# OPTX exchange against LDA and exact exchange: work and accuracy on a model N atom

Hartree atomic units, collinear spin densities $n_\sigma$, exchange energy only, orbitals held fixed.

## Enhancement factor

OPTX (Handy and Cohen, 2001):
$$E_x=-\sum_\sigma\int n_\sigma^{4/3}\,[a_1C_x+a_2u_\sigma^2]\,d^3r,\qquad u=\frac{\gamma x^2}{1+\gamma x^2},\qquad x=\frac{|\nabla n_\sigma|}{n_\sigma^{4/3}},$$
with $C_x=\tfrac32(3/4\pi)^{1/3}=0.9305$ and the assumed parameters $a_1=1.05151$, $a_2=1.43169$, $\gamma=0.006$. LDA is $a_1=1$, $a_2=0$.

The reduced gradient $s=|\nabla n|/[2(3\pi^2)^{1/3}n^{4/3}]$ of $n=2n_\sigma$ gives $x=2(6\pi^2)^{1/3}s=7.796\,s$ and $\gamma x^2=0.3646\,s^2$. Dividing by the LDA integrand,
$$F_x=a_1+1.5386\,u^2=1.0515+0.2046\,s^4+\dots,\qquad F_x(\infty)=2.590 .$$

- The uniform gas is missed by 5.2 %, and the $s^2$ term ($10/81$ in the gradient expansion) is absent.
- Lieb–Oxford bound: $E_x\ge-1.679\int n^{4/3}d^3r$, i.e. 2.273 times unpolarised LDA exchange. Imposed pointwise at full polarisation it reads $F_x\le2.273/2^{1/3}=1.804$. OPTX crosses this at $s=2.53$. The local form is sufficient for the integrated bound, not necessary.

## Model and exact answer

Configuration $1s^22s^22p^3$, quartet, both spin densities spherical. Assumed exponents from Slater's rules, $\zeta_1=6.7$, $\zeta_2=1.95$, chosen instead of the bare charge so that the shells have sizes typical of N:
$$R_1=2\zeta_1^{3/2}e^{-\zeta_1r},\quad R_2=N(1-br)e^{-\zeta_2r},\quad R_p=\sqrt{(2\zeta_2)^5/24}\;r\,e^{-\zeta_2r}.$$
Orthogonality to $R_1$ fixes $b=(\zeta_1+\zeta_2)/3=2.8833$, normalisation $N^2=9.4966$. Then $4\pi n_\downarrow=R_1^2+R_2^2$ and $4\pi n_\uparrow=4\pi n_\downarrow+3R_p^2$.

For spin shells that are full, the Fock exchange of the determinant is
$$E_x=-\tfrac12\sum_\sigma\sum_{ab}(2l_a+1)(2l_b+1)\sum_k\begin{pmatrix}l_a&k&l_b\\0&0&0\end{pmatrix}^2R^k_{ab},\qquad R^k_{ab}=\iint\rho_{ab}(r)\rho_{ab}(r')\frac{r_<^k}{r_>^{k+1}}\,dr\,dr',$$
with $\rho_{ab}=r^2R_aR_b$. Collecting terms, $E_x=-\sum wR^k$ over seven channels. Each $\rho_{ab}$ is a polynomial times $e^{-\alpha r}$, so each $R^k$ is a finite sum of
$$\int_0^\infty\!r'^ne^{-\alpha r'}\!\int_{r'}^\infty\! r^me^{-\alpha r}dr\,dr'=\alpha^{-m-n-2}\sum_{j=0}^m\frac{m!\,(n+j)!}{j!\,2^{n+j+1}}.$$

| pair | 11 | 22 | 12 | 1p | 2p | pp | pp |
|---|---|---|---|---|---|---|---|
| $k$ | 0 | 0 | 0 | 1 | 1 | 0 | 2 |
| $w$ | 1 | 1 | 2 | 1 | 1 | 3/2 | 3/5 |
| $R^k$ | 4.1875 | 0.6106 | 0.0197 | 0.0655 | 0.4162 | 0.7084 | 0.3428 |

The model's exact value is $E_x=-6.5874$ hartree. Deviations below are $\delta=(E-E_x)/|E_x|$.

## How the deviation falls

Grid: $t=\ln r$, $t_i=-6+\varphi+ih$, $i=0,\dots,G-1$, $G=8/h+1$, equal weights $h$, offset $\varphi$.

**Semilocal.** The deviation is a floor set by the functional plus a quadrature part. The converged integrals are $-5.850$ (LDA, floor 11.2 %) and $-6.572$ (OPTX, floor 0.2 %; $-6.15$ from $a_1$, $-0.42$ from $u^2$). The mean enhancement over LDA is 1.12 for OPTX and 1.13 exactly, far below 1.804. The OPTX parameters were fitted to Hartree–Fock energies of light atoms, N among them, so the low floor is no independent test. For the uniform gas the floors change places.

Poisson summation gives $h\sum_if(t_i)-\int f\,dt=\sum_{m\ne0}e^{2\pi im t_0/h}\hat f(2\pi m/h)$, with $\hat f(\omega)=\int fe^{-i\omega t}dt$. For $f=r^3e^{-cr}$ the leading relative amplitude is $2|\Gamma(3+2\pi i/h)|/\Gamma(3)$, which falls as $e^{-\pi^2/h}$ times a power: 1.4 % at $h=1$ and $3.8\times10^{-6}$ at $h=1/2$. In general the fall is $e^{-2\pi d/h}=e^{-\pi d(G-1)/4}$, where $d$ is the distance of the nearest singularity from the real $t$ axis. Complex zeros of $n_\sigma$ limit $d$ for LDA; OPTX adds double poles at $\gamma x^2=-1$. At $h=1/2$ a shift $\varphi=1/4$ moves the LDA energy by 0.7 mhartree and the $u^2$ term by 6 mhartree.

**Exact exchange on the grid (EXX).** No floor from a functional, but the kernel $K=r_<^k/r_>^{k+1}$ has a kink at $t'=t$. Its first three $t'$-derivatives jump by $-(2k+1)/r$, $(2k+1)/r$ and $-[(k+1)^3+k^3]/r$. Euler–Maclaurin on both sides of the node gives sum minus integral $=-\frac{h^2}{12}\Delta f'+\frac{h^4}{720}\Delta f'''$ for $f=gK$, $g=r^3R_aR_b$. Multiplying by $g$ and integrating by parts,
$$R^k(h)-R^k=\frac{h^2}{12}(2k+1)Q+\frac{h^4}{720}\left\{3(2k+1)P-[(k+1)^3+k^3]Q\right\}+O(h^6),$$
with $Q=\int g^2r^{-2}dr$ and $P=\int(dg/dr)^2dr$. Summed with the weights $w$,
$$E(h)-E_x=-0.6036\,h^2-0.0427\,h^4-\dots$$
Plain EXX falls as $G^{-2}$. Scaling the diagonal kernel elements by $1-(2k+1)h/12$ cancels the $h^2$ term, and this corrected sum (EXXc) falls as $G^{-4}$. The cut at $t=-6$ drops about 0.001 % with the opposite sign. That rivals the $h^4$ term at $G=33$ and dominates at $G=65$.

## How work and memory grow

Each $+,-,\times,\div$, exp and cube root counts as one operation; powers of $r_i$ are tabulated. Counts per grid point:

- Orbitals, needed by all: two exponentials with their arguments (4), $R_1$ (1), $R_2$ (4), $R_p$ (2): 11.
- LDA: densities (6), two $n^{4/3}$ (4), add, weight, accumulate (3): total 24.
- OPTX adds orbital and density derivatives (13) and, per spin, $x$, $\gamma x^2$, $u$, $F_x$ and the product (9): total 55.
- EXX: the kernel separates, so the $G^2$ double sum becomes a recursion. With $p=gr^k$, $q=gr^{-k-1}$, $Y_i=Y_{i-1}+p_i$, one has $R^k=h^2\sum_iq_i(Y_{i-1}+Y_i)$. Six pair functions cost 12, four $k=0$ channels 5 each, three others 6 each: total 61.
- EXXc: $R^k=2h^2\sum_iq_i(Y_{i-1}+\lambda p_i)$, $\lambda=\tfrac12-(2k+1)h/24$, one more product per channel: total 68.

All work is linear in $G$. The growth differs in the number of shells $S$. Spreading the $S=3$ counts evenly over shells and pairs,
$$W_{\rm OPTX}\approx(10S+25)G,\qquad W_{\rm EXXc}\approx\left[\tfrac{11}3S+9.5\,\tfrac{S(S+1)}2\right]G .$$
The ratio is 1.24 at $S=3$ and 4.0 at $S=9$, and higher $l$ adds channels per pair. The energy alone needs only running sums. The potentials of a self-consistent cycle need $2G$ numbers for LDA, $4G$ for OPTX (derivatives with respect to $n_\sigma$ and $n_\sigma'$) and one array per channel for EXX: $7G$ here, growing as $S^2G$.

## Table

Work $W$ in operations and $|\delta|$ in per cent, the worst over the offsets $\varphi\in\{0,\tfrac14,\tfrac12,\tfrac34\}$ with $\varphi<h$.

| $G$ ($h$) | LDA $W$ | $\lvert\delta\rvert$ | OPTX $W$ | $\lvert\delta\rvert$ | EXX $W$ | $\lvert\delta\rvert$ | EXXc $W$ | $\lvert\delta\rvert$ |
|---|---|---|---|---|---|---|---|---|
| 9 (1) | 216 | 14.9 | 495 | 2.3 | 549 | – | 612 | above 0.5 |
| 17 (1/2) | 408 | 11.2 | 935 | 0.3 | 1037 | 2.3 | 1156 | below 0.05 |
| 33 (1/4) | 792 | 11.2 | 1815 | 0.2 | 2013 | 0.57 | 2244 | 0.002 |
| 65 (1/8) | 1560 | 11.2 | 3575 | 0.2 | 3965 | 0.14 | 4420 | 0.001 |

The offsets matter at $G=9$: unshifted, OPTX lands 0.3 % from the exact value through the phase of the aliasing term. Plain EXX at $G=9$ is omitted; its $h^2$ term alone is 9.2 %. From $G=17$ on, the EXX column drops fourfold per halving of $h$, as derived.

## Choices among these rows

| required $\lvert\delta\rvert$ | cheapest | $W$ |
|---|---|---|
| 15 % | LDA, $G=9$ | 216 |
| 3 % | OPTX, $G=9$ | 495 |
| 0.5 % | OPTX, $G=17$ | 935 |
| 0.1 % | EXXc, $G=17$ | 1156 |
| 0.01 % | EXXc, $G=33$ | 2244 |

| budget | best | $\lvert\delta\rvert$ (%) |
|---|---|---|
| 250 | LDA, $G=9$ | 14.9 |
| 500 | OPTX, $G=9$ | 2.3 |
| 1000 | OPTX, $G=17$ | 0.3 |
| 1200 | EXXc, $G=17$ | below 0.05 |
| 2500 | EXXc, $G=33$ | 0.002 |

- Points beyond $G=17$ buy nothing for LDA and little for OPTX. No grid takes OPTX to 0.1 %.
- Plain EXX is never chosen: 7 more operations per point remove its leading term.
- In the OPTX window, 3 % to 0.5 %, the saving over EXXc on the same grid is only the factor 1.24, which another counting rule or an intermediate $h$ could erase. A large saving arises only when the $S^2$ pair count dominates, and there the OPTX floor has to be established anew, since it is 0.2 % for this model atom and 5.2 % for the uniform gas.